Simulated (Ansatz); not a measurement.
Piezoelectric response of YP in the F-43m structure (computed with Ansatz 0.2.0)

Space group F-43m (No. 216), 2 atoms in the cell of the first input below: a = 4.401 Å, b = 4.401 Å, c = 4.401 Å, α = 60.00°, β = 60.00°, γ = 60.00°.

The structure was started from a prototype and need not be a known phase, relaxed without spin–orbit coupling to zero pressure (pressure 0.0 GPa with this functional, without spin–orbit coupling). Functional: PBEsol.

Input:

```yaml
crystal:
  lattice:
    - [0.0, 3.1119720986, 3.1119720986]
    - [3.1119720986, 0.0, 3.1119720986]
    - [3.1119720986, 3.1119720986, 0.0]
  atoms:
    - { symbol: "Y", position: [0.0, 0.0, 0.0] }
    - { symbol: P, position: [0.25, 0.25, 0.25] }
basis:
  ecutwfc: 420
  ecutrho_ratio: 4
kpoints:
  mp_grid: { grid: [10, 10, 10] }
hamiltonian:
  xc: pbesol
scf:
  occupations: { method: fixed }
output:
  forces: true
  stress: true
  eigenvalues: true
  polarization: {}
elastic:
  mode: relaxed_ion
  stencil: two_point
```

```bash
ansatz run input.yaml --threads 4 --pin off --max-ram 9216MiB --backend cpu --events-out ev --progress --plain --runs-dir out
```

Time: 25 s on 4 threads of Intel(R) Xeon(R) 6975P-C (Granite Rapids) (shared host), peak memory 0.66 GiB.

Elastic constants with relaxed ions (GPa, engineering shears):

```json
{"": "xx", "xx": "62.7", "yy": "57.1", "zz": "57.1", "yz": "0.0", "xz": "0.0", "xy": "0.0"}
{"": "yy", "xx": "57.1", "yy": "62.7", "zz": "57.1", "yz": "0.0", "xz": "0.0", "xy": "0.0"}
{"": "zz", "xx": "57.1", "yy": "57.1", "zz": "62.7", "yz": "0.0", "xz": "0.0", "xy": "0.0"}
{"": "yz", "xx": "0.0", "yy": "0.0", "zz": "0.0", "yz": "11.3", "xz": "0.0", "xy": "0.0"}
{"": "xz", "xx": "0.0", "yy": "0.0", "zz": "0.0", "yz": "0.0", "xz": "11.3", "xy": "0.0"}
{"": "xy", "xx": "0.0", "yy": "0.0", "zz": "0.0", "yz": "0.0", "xz": "0.0", "xy": "11.3"}
```

Proper piezoelectric stress tensor e (C/m²):

|  | xx | yy | zz | yz | xz | xy |
| --- | --- | --- | --- | --- | --- | --- |
| x | 0.000 | 0.000 | 0.000 | 0.245 | 0.000 | 0.000 |
| y | 0.000 | 0.000 | 0.000 | 0.000 | 0.245 | 0.000 |
| z | 0.000 | 0.000 | 0.000 | 0.000 | 0.000 | 0.245 |

Signs follow the polarity of the cell as typed: the inverted crystal has all signs reversed.

Q: Which piezoelectric strain constant d is largest in size (symmetry may tie others with it)?

A: d = e C⁻¹ gives d(x; yz) = 21.6 pC/N, tied by symmetry with others. It is large because the crystal is soft to this strain: 1/(C⁻¹) for yz is 11.3 GPa, against 63 GPa for the stiffest diagonal constant.

|  | xx | yy | zz | yz | xz | xy |
| --- | --- | --- | --- | --- | --- | --- |
| x | 0.0 | 0.0 | 0.0 | 21.6 | 0.0 | 0.0 |
| y | 0.0 | 0.0 | 0.0 | 0.0 | 21.6 | 0.0 |
| z | 0.0 | 0.0 | 0.0 | 0.0 | 0.0 | 21.6 |

Caveats: no phonons were computed, so distortions that enlarge the cell are untested, and the real phase may be another, perhaps a centrosymmetric one without piezoelectricity; one direction is soft, so d depends strongly on the cell and, in layered crystals, on dispersion forces that the functional lacks.

The large d comes from elastic softness rather than from an exceptional polar response: a moderate e of 0.245 C/m² acts against a shear constant of only 11.3 GPa. The lattice is softer still to tetragonal shear, since the xx–xx and xx–yy constants, 62.7 and 57.1 GPa, nearly coincide. In this crystal class that distortion produces no linear polarization, so its softness does not enter d. The cubic elastic stability conditions are met, but the tetragonal one only narrowly.

The weak shear resistance probably reflects strongly ionic bonding between a large, electropositive group 3 cation and phosphorus. Tetrahedral coordination is open for such a cation, and the directional bonding that stiffens conventional III–V zincblende crystals is likely weaker here. YP is in fact known in the rock-salt structure, whose inversion symmetry forbids piezoelectricity. The calculated coefficient therefore describes a hypothetical polymorph, not the response expected of ordinary YP. Nor does the total e reveal how far electronic and internal-displacement contributions reinforce or cancel each other.
